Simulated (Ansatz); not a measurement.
# COF2 (SMILES O=C(F)F): the energy, rung by rung

The species is COF2 (4 atoms), meant as a singlet with charge 0. SMILES: `O=C(F)F`. The shape is that of a GFN2-xTB optimisation.

```xyz
4

O    -1.2438   -0.1573    0.1539
C    -0.1025   -0.0132    0.0129
F     0.8510   -0.8234    0.4225
F     0.4953    0.9939   -0.5893
```

Quantity: the energy change with the C2–F3 bond stretched from 1.317 to 3.291 Å, in eV. The values are calculated.

| level | kind | program | value (eV) | CPU time (all runs) |
| --- | --- | --- | --- | --- |
| SVWN5/STO-3G (restricted) | LDA | Ansatz | 7.03 | 1.2 s |
| PBE/STO-3G (restricted) | GGA | Ansatz | 6.25 | 2.1 s |
| wB97M-V/STO-3G (restricted) | range-separated hybrid | Ansatz | 8.30 | 21 s |
| B2PLYP/STO-3G (restricted) | double hybrid | Ansatz | 5.14 | 2.7 s |
| CCSD/STO-3G (restricted) | coupled cluster or CI | Ansatz | ? | 0.65 s |
| CCSDT(Q)/STO-3G (restricted) | coupled cluster or CI | Ansatz | ? | 2.4 s |
| CCSDT/STO-3G (restricted) | coupled cluster or CI | Ansatz | 3.50 | 2.2 s |
| FCI/STO-3G | exact in the basis | Ansatz | 3.44 | 38 s |

Estimate the missing values from the other rows.

As computed at these levels: CCSD/STO-3G (restricted): 4.12 eV; CCSDT(Q)/STO-3G (restricted): 3.40 eV. The first shape isn't each level's own minimum. The values span 3.40 to 8.30 eV. All rows use very small basis sets, so even the best lies far from the true value. Times are those of the runs behind each value, whatever else they computed, on shared processors of several kinds: orders of magnitude only.

Stretching the C–F bond towards two radicals, FCO and F, leaves two electrons weakly coupled in separate orbitals. A restricted determinant instead keeps them paired in one orbital, mixing in spurious ionic character and raising the energy of the stretched structure. This static correlation error probably dominates the density-functional results, all of which lie above the FCI value of 3.44 eV. Nonlocal exchange tends to aggravate it, consistent with 8.30 eV for wB97M-V; in B2PLYP, the perturbative correlation grows as the orbital gap narrows and probably offsets part of the error.

CCSD recovers much of the missing correlation, and connected triples remove most of its remaining excess. The perturbative quadruples then overshoot slightly, so the small remaining error changes sign rather than vanishing.

The actual C–F bond is considerably stronger than the FCI value suggests, probably because the minimal basis cannot adapt to the polar bond's charge distribution. A higher functional value closer to experiment would therefore reflect compensating errors.
